## Where do the d–d ratios −6 : 4 : −1 come from, and what do they give for Mo₂?

Tight-binding papers quote $V_{dd\sigma}:V_{dd\pi}:V_{dd\delta}=-6:4:-1$, falling as $R^{-5}$, and $20:-15:6:-1$, falling as $R^{-7}$, for f–f. I would like to see why, and to use the result for Mo₂, where each atom ($4d^55s^1$) brings five d electrons. My inputs, all typical or assumed values:

- bond length of Mo₂, $R=1.93$ Å
- d-state radius of Mo, $r_d=1.20$ Å, with the coupling scale written as $\beta=\frac{15}{2\pi}\,\hbar^2r_d^3/(m_eR^5)$
- lattice constant of bcc Mo, $a=3.15$ Å
- depth of the d level below the vacuum, 4 eV
- Stoner exchange parameter, $I_x=0.6$ eV
- exponent of a repulsion $B/R^n$, between $n=8$ and $n=10$
- s–s coupling $V_{ss\sigma}=-1.32\,\hbar^2/(m_eR^2)$

(a) Why do the ratios hold, signs included? (b) What are the couplings and the d levels of Mo₂? (c) How does the $d^5$–$d^5$ bond energy divide among σ, π and δ, and what is the f analogue? (d) How large are the terms left out? (e) What do the same couplings give for bcc Mo, which I care about as a wiring metal?

---

## Answer

**Conventions.** Atom A is at the origin and atom B at $R\hat z$. The local axes on the two atoms are parallel and point the same way, as in Slater–Koster tables. $P_l^m$ has no Condon–Shortley phase and $m\ge0$; the $-m$ partner has the same coupling. $V_m$ is the off-diagonal element between like orbitals on A and B, treated as orthogonal. Throughout, $\hbar^2/m_e=7.620$ eV Å². I carry three or four figures so that the arithmetic can be followed; part (d) shows that the energy scale deserves one or two.

### (a) Origin of the ratios

Put a sphere of radius $s$ around each atom, and assume that outside the spheres the potential is flat and the kinetic energy negligible. The orbital tail then obeys Laplace's equation and is $r^{-(l+1)}Y_{lm}$. This is the assumption behind Andersen's canonical bands.

**Re-expanding the tail.** In cylindrical coordinates $(\rho,z)$, for $z>0$,

$$\frac{(l-m)!\,P_l^m(\cos\theta)}{r^{l+1}}=\int_0^\infty k^l J_m(k\rho)\,e^{-kz}\,dk .$$

Set $z=R+\zeta$ and let $(r_B,\theta_B)$ be polar coordinates about B. The factor that depends on position near B expands in regular harmonics,

$$e^{-k\zeta}J_m(k\rho)=\sum_{l'\ge m}(-1)^{l'+m}\frac{(kr_B)^{l'}P_{l'}^m(\cos\theta_B)}{(l'+m)!},$$

and the remaining integral is $\int_0^\infty k^{l+l'}e^{-kR}dk=(l+l')!/R^{l+l'+1}$. For $l'=l$ the normalisation of $Y_{lm}$ is the same on both sides and cancels, so for $r_B<R$

$$\frac{Y_{lm}(\hat r)}{r^{l+1}}=\dots+c_m\frac{r_B^{\,l}\,Y_{lm}(\hat r_B)}{R^{2l+1}}+\dots,\qquad c_m=(-1)^{l+m}\frac{(2l)!}{(l+m)!\,(l-m)!}.$$

This gives $c_m=6,-4,1$ for d and $-20,15,-6,1$ for f. Expanding B's tail about A gives the same $c_m$.

**From $c_m$ to a coupling.** Inside the sphere let $\phi(E,r)$ solve the radial equation, with $\int_0^s\phi^2r^2dr=1$ and logarithmic derivative $D=s\phi'/\phi$ at $r=s$. Join $N\phi+p\,(r/s)^l$ smoothly to the tail $(s/r)^{l+1}$. Matching value and slope gives

$$p(E)=\frac{D+l+1}{D-l}.$$

The term $p\,(r/s)^l$ does not solve the Schrödinger equation in the sphere, so the tail of the neighbour has to cancel it. With amplitudes $a_A,a_B$, and keeping only the $l$ shell,

$$p(E)\,a_A+c_m(s/R)^{2l+1}a_B=0,$$

and the same with A and B exchanged. Let $C$ be the energy where $p=0$, that is $D=-l-1$. There $dp/dD=-1/(2l+1)$, and the radial equation gives $dD/dE=-2m_e/(\hbar^2s\phi(s)^2)$. Linearising $p$ about $C$ turns the condition into $(E-C)a_A=V_ma_B$ with

$$V_m=-c_m\beta_l,\qquad \beta_l=\frac{(2l+1)\hbar^2}{2m_e}\,\frac{s^{2l+2}\phi(s)^2}{R^{2l+1}}>0 .$$

The scale $\beta_l$ does not depend on $m$. Hence $dd\sigma:dd\pi:dd\delta=-6:4:-1$ as $R^{-5}$ and $ff\sigma:ff\pi:ff\delta:ff\phi=20:-15:6:-1$ as $R^{-7}$. For d, defining $r_d^3=\frac{\pi}{3}s^6\phi(s)^2$ turns $\beta_2$ into the $\beta$ of the question, which is Harrison's way of writing it.

Because $|c_m|=\binom{2l}{l+m}$, sums over $m=-l,\dots,l$ are binomial identities: $\sum c_m=0$, $\sum|c_m|=4^l$ (16 for d, 64 for f), and $\sum c_m^2=\binom{4l}{2l}$ (70 for d).

### (b) Couplings and levels of Mo₂

With $r_d^3=1.728$ Å³ and $15/2\pi=2.387$,

$$K=\frac{15}{2\pi}\times7.620\ \text{eV Å}^2\times1.728\ \text{Å}^3=31.43\ \text{eV Å}^5,$$

$$\beta=\frac{K}{R^5}=\frac{31.43\ \text{eV Å}^5}{26.78\ \text{Å}^5}=1.174\ \text{eV}.$$

Each $m$ gives a $2\times2$ problem with levels $C\pm|V_m|$. Inversion carries a d orbital on A into the like orbital on B with a plus sign, so $A+B$ is gerade. It is the bonding combination when $V_m<0$; when $V_m>0$ the bonding combination is $A-B$, which is ungerade.

| channel | $V_m$ (eV) | bonding / antibonding | degeneracy | splitting $2\lvert V_m\rvert$ (eV) |
|---|---|---|---|---|
| σ | −7.04 | $\sigma_g/\sigma_u$ | 1 | 14.1 |
| π | 4.70 | $\pi_u/\pi_g$ | 2 | 9.39 |
| δ | −1.17 | $\delta_g/\delta_u$ | 2 | 2.35 |

The alternating sign decides only the parity of the bonding orbital. The energies depend on $|V_m|$.

### (c) Division of the bond energy

Ten d electrons fill $\sigma_g^2\pi_u^4\delta_g^4$. Each electron is lowered by $|V_m|$ from $C$:

| channel | electrons | gain in units of $\beta$ | gain (eV) | share (%) |
|---|---|---|---|---|
| σ | 2 | 12 | 14.1 | 37.5 |
| π (two bonds) | 4 | 16 | 18.8 | 50 |
| δ (two bonds) | 4 | 4 | 4.70 | 12.5 |
| total | 10 | 32 | 37.6 | 100 |

The ratio is $12:16:4=6:8:2$. One π bond is two thirds of the σ bond, but there are two of them, so π supplies half the total. The shares depend on neither $R$ nor $r_d$.

For a half-filled f shell on both atoms with all bonding orbitals doubly occupied, σ : 2π : 2δ : 2φ $=20:30:12:2$, or 31, 47, 19 and 3 %, and the total is $128\,\beta_3$. Mo has no valence f shell, so only the ratios apply here. In lanthanide dimers the 4f couplings are expected to be small against intra-atomic exchange, so that this filling is a formal one and the 4f electrons stay spin-aligned on their atoms.

### (d) What is left out

**Exponential decay of the tail.** In a molecule the d level lies below the vacuum, so the tail is $k_2(\kappa r)Y_{2m}$, a modified spherical Bessel function. Here $\kappa=\sqrt{2\times4\ \text{eV}/7.620\ \text{eV Å}^2}=1.02$ Å⁻¹ and $x=\kappa R=2.0$, which is not small. The re-expansion now contains $k_L(x)$ with $L=0,2,4$, weighted by $(2L+1)\int P_L|Y_{2m}|^2d\Omega$:

$$c_\sigma\propto k_0+\tfrac{10}{7}k_2+\tfrac{18}{7}k_4,\quad c_\pi\propto k_0+\tfrac57k_2-\tfrac{12}{7}k_4,\quad c_\delta\propto k_0-\tfrac{10}{7}k_2+\tfrac37k_4,$$

with $e^xk_0=x^{-1}$, $e^xk_2=x^{-1}+3x^{-2}+3x^{-3}$ and $e^xk_4=x^{-1}+10x^{-2}+45x^{-3}+105x^{-4}+105x^{-5}$. As $x\to0$, $k_4$ dominates and $18:-12:3$ restores $6:-4:1$. At $x=2$ the three functions are 0.500, 1.625 and 18.47, and the combinations are 50.31, −30.00 and 6.09, all with $e^{-2}$ removed. Using one $\kappa$ for all channels, the couplings stand as $-6:3.58:-0.73$ and the shares become 41, 49 and 10 %. The shares move by a few points only; δ loses most in relative terms.

**The scale.** $\beta_l$ was normalised inside the sphere. The weight of the tail outside, relative to the weight inside, is

$$w=\int_s^\infty\phi(s)^2\Big(\frac sr\Big)^6r^2dr=\frac{r_d^3}{\pi s^3}.$$

Radii such as $r_d$ are derived from bulk band widths, where the sphere is the Wigner–Seitz sphere, $s=a(3/8\pi)^{1/3}=1.55$ Å, and $w=0.15$. In the dimer, touching spheres have $s=R/2=0.965$ Å and $w=0.61$. Normalising the whole orbital divides $\beta$ by $1+w$, so moving from metal to dimer suggests a factor $1.15/1.61=0.71$. This is a rough measure, since it keeps $s^6\phi(s)^2$ fixed, but it shows that $\beta$ is uncertain by some 30 %, most likely downward. The factor is common to all $m$ and leaves the ratios alone.

**Repulsion.** Overlap between the orbitals and between the cores gives a repulsion that the orthogonal model lacks. Its size follows from requiring a minimum at $R$. For $E=-A/R^5+B/R^n$, $dE/dR=0$ makes the repulsion $5/n$ of the attraction: 23.5 eV for $n=8$ and 18.8 eV for $n=10$. The net gain is 14.1 or 18.8 eV. This balance ignores the 5s force and any $R$ dependence of the exchange term below. Overlap also differs from channel to channel, so the repulsion cannot be assumed to divide as 6 : 8 : 2.

**Exchange.** The free atom has its five d spins parallel, moment $M=5$, and the closed-shell filling gives up $I_xM^2/4$ per atom, or $2\times0.6\ \text{eV}\times25/4=7.5$ eV per dimer. This exceeds the whole δ gain of 4.70 eV. It is a cost shared by all five channels, but the δ pair, with the smallest gap, is the one in which correlation can recover part of it most easily by populating the antibonding level. The δ share of a correlated bond is therefore expected to be smaller than the one-electron 12.5 %.

**The 5s pair.** The two remaining electrons occupy a second $\sigma_g$ orbital, which completes the formal sextuple bond. With the assumed coefficient $|V_{ss\sigma}|=1.32\times7.620\ \text{eV Å}^2/(1.93\ \text{Å})^2=2.7$ eV, a gain of 5.4 eV before the overlap repulsion of the diffuse 5s orbitals and the loss of s–d exchange. It rivals the δ term, and s–$d_{z^2}$ mixing alters the σ channel while leaving π and δ untouched.

Subtracting repulsion and exchange from the d term leaves 6.6 eV ($n=8$) or 11.3 eV ($n=10$). Scaling $\beta$ by 0.71 would lower these by 4 and 5 eV. The remainder is a small difference of large terms.

### (e) The same couplings in bcc Mo

The eight nearest neighbours are at $a\sqrt3/2=2.728$ Å and the six next at 3.15 Å, so $\beta_{(1)}=K/(2.728\ \text{Å})^5=0.208$ eV and $\beta_{(2)}=K/(3.15\ \text{Å})^5=0.101$ eV. The second moment of the d density of states, averaged over the five orbitals, is a trace and does not depend on bond direction. Each neighbour contributes $\frac15\sum_mV_m^2=14\beta^2$:

$$\mu_2=14\,(8\times0.208^2+6\times0.101^2)\ \text{eV}^2=5.7\ \text{eV}^2 .$$

The twelve third neighbours at $a\sqrt2$ add 1 %. A rectangular band has $\mu_2=W^2/12$, so $W=8.3$ eV, and at half filling the d bond energy is $5W/4=10$ eV per atom. Since $r_d$ comes from bulk band widths in the first place, $W$ is no test of the model. It does display the extrapolation: shortening the bond from 2.728 to 1.93 Å multiplies a d–d coupling by 5.6 (an f–f coupling by 11). A dimer held at the bulk distance would gain only $16\beta_{(1)}=3.3$ eV per atom, against 18.8 eV per atom at 1.93 Å.

### Result

The model gives $V_{dd\sigma},V_{dd\pi},V_{dd\delta}\approx-7,\ 5,\ -1$ eV for Mo₂ at 1.93 Å and a one-electron d–d term of $32\beta\approx38$ eV, divided 6 : 8 : 2. These energies are the model's and not the molecule's. A typical value for the dissociation energy of Mo₂ is about 4.5 eV: the bare d–d term is some 8 times larger, and the estimate after repulsion and exchange still overbinds by a factor of 1.5 to 2.5. What carries over is the partition of the one-electron d–d term, roughly 40 % σ, 50 % π and 10 % δ for either form of the tail, because it is fixed mainly by the angular shape of the orbitals and only weakly by the radial function.